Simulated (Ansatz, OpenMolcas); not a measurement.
How methods differ on SiCNF2 (SMILES N#C[Si](F)F)

The species is SiCNF2 (5 atoms), meant as a doublet with charge 0. As SMILES, `N#C[Si](F)F`. The coordinates come from a PBE0-D4/def2-TZVP relaxation.

Quantity: the vertical energy of the quartet above the doublet, in eV. The values are calculated.

```csv
level,kind,program,value (eV),CPU time (all runs)
UHF/aug-cc-pVDZ,Hartree–Fock,Ansatz,4.84,15 s
U-revPBE/aug-cc-pVDZ,GGA,Ansatz,5.99,20 s
UBLYP/aug-cc-pVDZ,GGA,Ansatz,6.11,21 s
UPBE/aug-cc-pVDZ,GGA,OpenMolcas,6.04,4.5 min
U-r2SCAN/aug-cc-pVDZ,meta-GGA,Ansatz,5.79,41 s
UTPSS/aug-cc-pVDZ,meta-GGA,OpenMolcas,5.88,5.7 min
UPBE0/aug-cc-pVDZ,global hybrid,OpenMolcas,5.84,5 min
UCCSD/aug-cc-pVDZ,coupled cluster or CI,Ansatz,6.14,2.5 min
```

The values span 4.84 to 6.14 eV. CPU times are rough (shared hosts, several kinds of processor and program).

Every level places the quartet well above the doublet at this geometry, and the main disagreement is between Hartree–Fock, at 4.84 eV, and all the correlated or density-functional treatments, which start at 5.79 eV. The doublet keeps one more electron pair than the quartet, so Hartree–Fock probably puts the quartet too low because it leaves out the opposite-spin correlation that stabilises that pair.

The large gap fits a silyl-type radical whose unpaired electron sits mainly on silicon. Reaching the quartet means uncoupling a further pair, plausibly by a π→π* excitation within the cyanide group, and that costs much of a strong bond.

Among the functionals, exact exchange alone does not set the order: PBE0 falls below PBE, but r2SCAN, which has none, falls lower still. UBLYP comes closest to UCCSD, though one energy difference cannot establish that it describes both states well. The vertical value also says nothing about how far the quartet would drop on relaxing its own geometry.
